An impurity that fits the gap left by the atom it replaces, or brings the same number of valence electrons, might be expected to be cheap to put into GaN. Al does both and is the cheapest of all, but neither feature by itself ranks the computed energies. V, Mn and C shift the surrounding atoms by less than 0.02 Å, yet each costs more than Al, O or Y, which shift them further. Sb has the valence of N and is among the costliest.

Neutral defects in a supercell of 32 host atoms of zincblende GaN (a = 4.548 Å), relaxed at fixed cell and symmetry with Ansatz 0.2.0 (PBE, plane-wave PAW, scalar-relativistic, 420 eV cutoff, 0.01 eV Gaussian smearing). Formation energies refer to the elements' standard states. Runs are spin-polarised except those adding Al, Y, Ga or Sb.

```
 defect kind  removed element  added element  defect place (fraction of the host cell vector)  k mesh                     k shift  formation energy (eV)  defect moment (μB)  largest move (Å)  nearest distance before (Å)
interstitial             none              H                               (0.25, 0.25, 0.25)   2×2×2  (0.5, 0.5, 0.5) mesh steps                  2.862                1.00             0.036                        1.970
interstitial             none              N                               (0.25, 0.25, 0.25)   2×2×2  (0.5, 0.5, 0.5) mesh steps                  7.542                3.00             0.123                        1.970
substitution               Ga             Al                                        (0, 0, 0)   2×2×2  (0.5, 0.5, 0.5) mesh steps                 -1.789                0.00             0.056                        1.970
substitution               Ga              V                                        (0, 0, 0)   2×2×2  (0.5, 0.5, 0.5) mesh steps                  0.449                2.00             0.004                        1.970
substitution               Ga             Mn                                        (0, 0, 0)   2×2×2  (0.5, 0.5, 0.5) mesh steps                  1.770                4.00             0.010                        1.970
substitution               Ga              Y                                        (0, 0, 0)   3×3×3        (0, 0, 0) mesh steps                 -0.764                0.00             0.212                        1.970
substitution                N              C                               (0.75, 0.75, 0.75)   3×3×3        (0, 0, 0) mesh steps                  3.346                0.11             0.017                        1.970
substitution                N              O                               (0.75, 0.75, 0.75)   2×2×2  (0.5, 0.5, 0.5) mesh steps                 -0.773                0.50             0.071                        1.970
substitution                N             Ga                               (0.75, 0.75, 0.75)   2×2×2  (0.5, 0.5, 0.5) mesh steps                  6.761                0.00             0.297                        1.970
substitution                N             Sb                               (0.75, 0.75, 0.75)   2×2×2  (0.5, 0.5, 0.5) mesh steps                  5.987                0.00             0.408                        1.970
```

The scale to remember is this: a foreign metal on the Ga site costs between about −2 and +2 eV, while Ga or Sb on the N site costs 6 to 7 eV. The formation energy compares two homes of the same atom, the crystal and its own element. A high value can therefore mean a bad site or a comfortable element. A cycle through free atoms goes some way to separating the two, though it brings in the stability of the free atom itself: take the formation energy, subtract the energy that binds the added atom in its element, and add the same quantity for the atom removed.

Vanadium shows how it works. Its formation energy is 0.4 eV; V metal binds each atom by roughly 5.3 eV and Ga metal by roughly 2.8 eV (recalled values). The exchange of a free Ga atom for a free V atom thus gives 0.4 − 5.3 + 2.8 ≈ −2.1 eV. Al and Y both come to about −2.4 eV, the same within the error of such a mixed estimate, which joins PBE energies to measured binding energies although PBE is expected to overbind N₂, O₂ and the transition metals by several tenths of an eV an atom, in some cases by nearly 1 eV. On the Ga site V is about as welcome as Al, and it looks expensive because V metal is so strongly bound. One reservation remains: the k mesh for V leaves out Γ, and the highest filled level lies about 0.6 eV above the host's conduction edge there, so the energy and moment of V still need a test with Γ included.

Manganese is different, because its cost survives the cycle, most likely through the atom rather than the site. Its exchange costs about 1.7 eV where that of V gains about 2. A free Mn atom has a half-filled d shell, which is unusually stable, and on a Ga site it must give up one of those five d electrons to bond as Mn(III). The computed moment of 4 μB fits the four that remain. Mn metal is weakly bound, probably for the same reason, and hides much of this penalty, so the formation energies of Mn and V differ by only 1.3 eV. The symmetry kept in the run forbids the distortion that a partly filled d level favours, so the energy of Mn may be somewhat too high.

Carbon and oxygen on the N site lie 4.1 eV apart, and the cause is again mainly the element. Graphite binds a C atom by roughly 4.8 eV more than O₂ binds an O atom. Seen from free atoms, the two lie within 0.7 eV of each other. Their order is not settled, since the two runs use different k meshes and the energy of O is probably too high, as shown below.

For a grower this means that the supply matters as much as the crystal. Oxygen usually arrives as water or oxide, where it is bound a few eV more tightly than in O₂, and its cost in GaN rises by that amount. The negative value for O is therefore no promise of unlimited uptake, and the same holds for Al and Y, which have stable nitrides of their own. Before using a number from the table, replace the element by the real source. The host counts too: under Ga-rich growth every N-site value falls by roughly 1 eV, because N is then scarcer than in N₂ gas. Under N-rich growth the Ga-site values fall by the same amount instead. The table pairs Ga metal with N₂ gas, which no growth offers at once, so values on the two sites should be compared only after one of these shifts.

Oxygen brings one valence electron too many and carbon one too few, which is why stray oxygen makes GaN n-type and carbon counteracts it. Both runs are metallic, so the fractional moments do not describe isolated impurities. For O the local moments show the extra electron spread evenly over the cell, and its 0.50 μB is probably set by the weights of the few k points sampled. For C the spread is not shown, and PBE with the symmetry kept is known to smear out a hole that is expected to stay on a deep carbon level. The k mesh used for O leaves out Γ, where the conduction band is lowest, so the extra electron is put into states about 1.3 eV above that edge. A denser mesh is not expected to cure this, because in so small a cell one electron fills the band far above its edge. For an isolated impurity the energy of O is thus probably too high, and whether O or Al is the cheaper impurity stays open.

Antimony and gallium on the N site are truly bad guests: their exchange costs 8 to 9 eV even from free atoms. The small N atom held four strong bonds to Ga, and the newcomer is far larger and bonds more weakly. Around Sb the atoms move by up to 0.41 Å, a fifth of the bond length. Ga disturbs the lattice less but costs 0.8 eV more, plausibly because it is also two valence electrons short. The runs for Al, Y, Sb and Ga on the N site had no freedom to form a moment. This is probably harmless for the first three, which keep a gap. The Ga run was metallic, the kept symmetry barred any distortion, and its Fermi level lies at or above the host's conduction edge at Γ, which its mesh leaves out, so part of the difference may disappear.

For interstitial nitrogen, about 4.9 of the 7.5 eV (a recalled value; PBE is expected to give somewhat more) is the price of breaking half an N₂ bond. The rest is the net cost of placing the atom in a void between Ga and N neighbours. The calculation held it at this symmetric position, whereas interstitial N is known to prefer pairing with a lattice N atom, so 7.5 eV is an upper bound. Interstitial H follows the same pattern at a smaller scale, with roughly 2.3 of its 2.9 eV spent on half an H₂ bond. It too was held at the symmetric position, so a lower site may exist.

To judge another impurity, ask first how tightly its source holds it, and then whether it can form strong bonds to the neighbours of the site. Misfit in size is not enough by itself: it goes with high cost on the N site, but Y moves its neighbours by up to 0.21 Å and is still about as welcome as Al. The output below gives the free-atom exchange for all ten defects.

Numerical output:

```
Energies in eV, moves in % of the bond, moments in Bohr magnetons:
           row  formation  from free atoms (rough)  largest move  extra valence electrons  moment
  interstitial      2.862                    0.562         1.827                        1       1
  interstitial      7.542                    2.642         6.244                        5       3
  substitution     -1.789                   -2.389         2.843                        0       0
  substitution      0.449                   -2.051         0.203                        2       2
  substitution       1.77                     1.67        0.5076                        4       4
  substitution     -0.764                   -2.364         10.76                        0       0
  substitution      3.346                    0.846        0.8629                       -1    0.11
  substitution     -0.773                    1.527         3.604                        1     0.5
  substitution      6.761                    8.861         15.08                       -2       0
  substitution      5.987                    8.187         20.71                        0       0
Span of formation energies, eV: 9.331
Y less Al on Ga site, formation energy, eV: 1.025
V less Al on Ga site, formation energy, eV: 2.238
V less Al on Ga site, from free atoms (rough), eV: 0.338
Mn less V on Ga site, formation energy, eV: 1.321
Mn less V on Ga site, from free atoms (rough), eV: 3.721
C less O on N site, formation energy, eV: 4.119
C less O on N site, from free atoms (rough), eV: -0.681
C less O, cohesion of the elements (recalled), eV: 4.8
Ga less Sb on N site, formation energy, eV: 0.774
O on N site less Al on Ga site, formation energy, eV: 1.016
Share of half an N2 bond in the cost of interstitial N (rough), %: 64.97
Fermi level with O above the host conduction edge at Gamma, eV: 1.304
Highest filled level with V above the host conduction edge at Gamma, eV: 0.568
Host gap on the mesh without Gamma less gap with Gamma, eV: 2.007
Energy gained by relaxation around Al, eV: 0.1038
Energy gained by relaxation around O, eV: 0.2075
Energy gained by relaxation around interstitial N, eV: 0.796
Moment on interstitial N itself, Bohr magnetons: 1.212
Moment on its six N neighbours together, Bohr magnetons: 1.011
```
